Strontium oxide is an insulator made of closed-shell ions, Sr²⁺ and O²⁻. Its highest filled states sit mainly on oxygen and its lowest empty states on strontium, and the band gap is the energy between them. The methods below computed that gap on one and the same cell, and three of them also gave a volume and a bulk modulus, the resistance to uniform squeezing.

Rock-salt SrO, computed without spin polarisation by the method named in each row. Band gaps are for the fixed r2SCAN-relaxed cell, while volumes are each method's own. The plane-wave runs use PAW, with cutoffs and k meshes of 260 eV and 4×4×4 (PBE coarse-settings), 420 eV and 8×8×8 (PBE), and 500 eV and 8×8×8 (r2SCAN).

```csv
name,kind,band gap (eV),volume per atom (Å³),bulk modulus (GPa),atoms computed,"rough processor time, order of size (s)"
PBE coarse-settings,low cutoff and mesh,3.377,n/a,n/a,2,0.3
PBE,semilocal,3.317,17.523,84.40,2,0.7
r2SCAN,semilocal,3.799,17.171,93.60,2,2
PM7,semi-empirical,7.487,n/a,n/a,64,2
PM6,semi-empirical,3.109,n/a,n/a,64,2
GLLB-SC,model potential,6.866,n/a,n/a,2,5
GFN2-xTB tblite,tight binding,0.000,n/a,n/a,64,6
PBE SZV,small basis,0.279,n/a,n/a,2,8
GFN1-xTB tblite,tight binding,6.236,n/a,n/a,64,8
PBE DZVP,small basis,3.408,17.719,84.70,2,10
PBE sz-orbitals,small basis,2.985,n/a,n/a,2,50
```

**(a) PBE and r2SCAN are two approximations to the exchange and correlation of electrons. Which changes the gap more, the step from one to the other or the choice of basis?**

*Solution.* Compare rows that share as much as possible. From PBE to r2SCAN in plane waves the gap rises by 0.48 eV, and since the cell is the same, volume plays no part. From plane waves to the minimal basis of PBE SZV it falls by 3.0 eV, about six times as much. A poor basis can therefore do far more harm than the better functional does good.

The gain from r2SCAN has a known origin. In exact theory the potential jumps when an electron is added to an insulator, and this jump is part of the true gap. PBE, which sees only the density and its slope, leaves it out. r2SCAN also uses the kinetic energy of the orbitals, so its potential acts differently on orbitals of different shape, and its gap recovers a part of the jump. Both gaps are still expected to lie well below the measured one, as is usual for such functionals.

The loss in PBE SZV may come from rigidity. A minimal basis gives each valence orbital one fixed radial shape, yet an oxide ion in a crystal is more spread out than an oxygen atom. In a given potential, too few functions can only push levels up, and the gap shrinks if the filled levels rise more than the empty ones. That this happens here is a plausible guess, not something the calculation tested. PBE DZVP, with two shapes per valence orbital and extra polarisation functions, comes within 0.1 eV of plane waves. PBE sz-orbitals is minimal too but loses only 0.3 eV, which suggests that the shape of the functions matters as well as their number.

**(b) PM6 lies within about 0.2 eV of PBE, while PM7 lies about 4 eV above it. Does this make PM6 the sounder description?**

*Solution.* No, because agreement in one number says little about the electrons behind it. PM7 puts a charge of +1.77 on strontium, close to the ionic picture, whereas PM6 puts only +0.70 there. PM6 thus describes a much less ionic crystal, and the closeness of its gap to that of PBE is probably a coincidence.

Both are simplified Hartree–Fock methods. In Hartree–Fock theory a filled orbital doesn't repel itself, while an empty one feels the repulsion of every electron, so the gap usually comes out too wide. The wide gap of PM7 fits this tendency. PM6 shows that fitted parameters can hide the tendency.

The other irregular rows also need to be read by method, not by cost. GLLB-SC uses a model potential designed to estimate the jump described in (a); its gap of 6.9 eV probably includes that estimate, though this was not checked. The two xTB methods were fitted to molecules, and they disagree completely. GFN2-xTB finds no gap at all, and GFN1-xTB gives a wide gap but has unconverged attempts on record, so neither value is safe to use.

**(c) r2SCAN makes the crystal 11 % stiffer than PBE does. Are its bonds stiffer in themselves, or is its cell merely smaller?**

*Solution.* Ask how stiff the PBE crystal would be if it were squeezed into the r2SCAN cell. Opposite ions attract over long distances, and their closed shells repel steeply once they overlap. Squeezing strengthens the repulsion faster than the attraction, so each further step costs more. A coil spring wound more tightly at one end behaves alike: it hardens as its turns close, though the steel stays the same. The likeness covers only this hardening, since a spring has no long-range attraction.

With nearest neighbours at distance r, write the energy of the crystal per pair of ions as

E = −A/r + C/rⁿ,

where A follows from the full ionic charges and the rock-salt geometry, C sets the strength of the repulsion and n its steepness. Requiring zero force at the PBE distance fixes C, and the PBE modulus then gives n ≈ 5.3. Differentiating once more, with volume proportional to r³, shows that the modulus rises by (n + 7)/3 percent for each percent of volume lost.

Now put in the numbers. The factor is (5.3 + 7)/3 ≈ 4.1, and the cell shrinks by about 2 %, so the modulus should rise by about 8 %. Starting from 84.4 GPa, that adds a little over 7 GPa and gives nearly 92 GPa. r2SCAN itself gives 93.6 GPa, so in this model compression accounts for nearly four fifths of the difference. On this estimate most of the extra stiffness belongs to the smaller cell, which fits the general habit of PBE to bind solids too weakly.

Only the plane-wave PBE row was used to set the model, so the pressure of PBE on the r2SCAN cell is a separate test. The calculation gives 1.81 GPa and the full ionic formula 1.79 GPa, while a modulus that never changed would give 1.71 GPa. This agrees with a crystal that hardens but doesn't prove it, since the two formulas differ by less than a tenth of a GPa and grid noise in the pressure could be of that size. The printed analysis after this text gives the details.

The rule fails for PBE DZVP. Its cell is 1.1 % larger than that of plane-wave PBE, so it should be softer, at about 81 GPa, yet it has 84.7 GPa. At a given volume, a change of basis, with the k mesh and other settings that change along with it, can therefore shift the modulus by nearly half of what separates the two functionals. For another crystal of closed-shell ions, the same steps should tell how much of a difference in stiffness comes from volume, provided that the basis is equally good in both calculations.

The row with coarse settings carries a practical warning. Its gap moves by only 0.06 eV. The highest filled level falls slightly and the lowest empty one rises slightly, so the two errors add up, but both are small. Its pressure moves by 0.5 GPa, enough to change the volume by about 0.6 %, or more than a quarter of the difference between PBE and r2SCAN. Settings that serve for a gap may be too crude for a volume, and through the volume they also alter the stiffness.

Printed output of the fit:

```
Gap of each row against plane-wave PBE:
                  row  gap in eV  difference from PBE in eV
  PBE coarse-settings      3.377                       0.06
                  PBE      3.317                          0
               r2SCAN      3.799                      0.482
                  PM7      7.487                       4.17
                  PM6      3.109                     -0.208
              GLLB-SC      6.866                      3.549
      GFN2-xTB tblite          0                     -3.317
              PBE SZV      0.279                     -3.038
      GFN1-xTB tblite      6.236                      2.919
             PBE DZVP      3.408                      0.091
      PBE sz-orbitals      2.985                     -0.332
Loss of gap in PBE SZV over gain from PBE to r2SCAN (ratio): 6.303
PBE volume above r2SCAN volume (percent): 2.05
r2SCAN modulus above PBE modulus (GPa): 9.2
r2SCAN modulus above PBE modulus (percent): 10.9
Repulsion exponent n from PBE volume and modulus: 5.287
Ionic model, PBE pressure on the r2SCAN cell (GPa): 1.785
Constant modulus, PBE pressure on the r2SCAN cell (GPa): 1.713
Computed PBE pressure on the r2SCAN cell (GPa): 1.807
Ionic model, PBE modulus on the r2SCAN cell (GPa): 91.65
Share of the modulus difference given by compression in the ionic model (percent): 78.77
Mean PBE modulus between the two cells from the pressure (GPa): 89.07
PBE modulus on the r2SCAN cell from the pressure (GPa): 93.74
Shift of that modulus for a pressure error of 0.05 GPa (GPa): 4.928
Pressure change from coarse settings (GPa): 0.4999
Volume change that this pressure would cause (percent): 0.5923
PBE DZVP volume above plane-wave PBE (percent): 1.119
Ionic model, modulus at the PBE DZVP volume (GPa): 80.62
Computed PBE DZVP modulus above the ionic model (GPa): 4.078
```
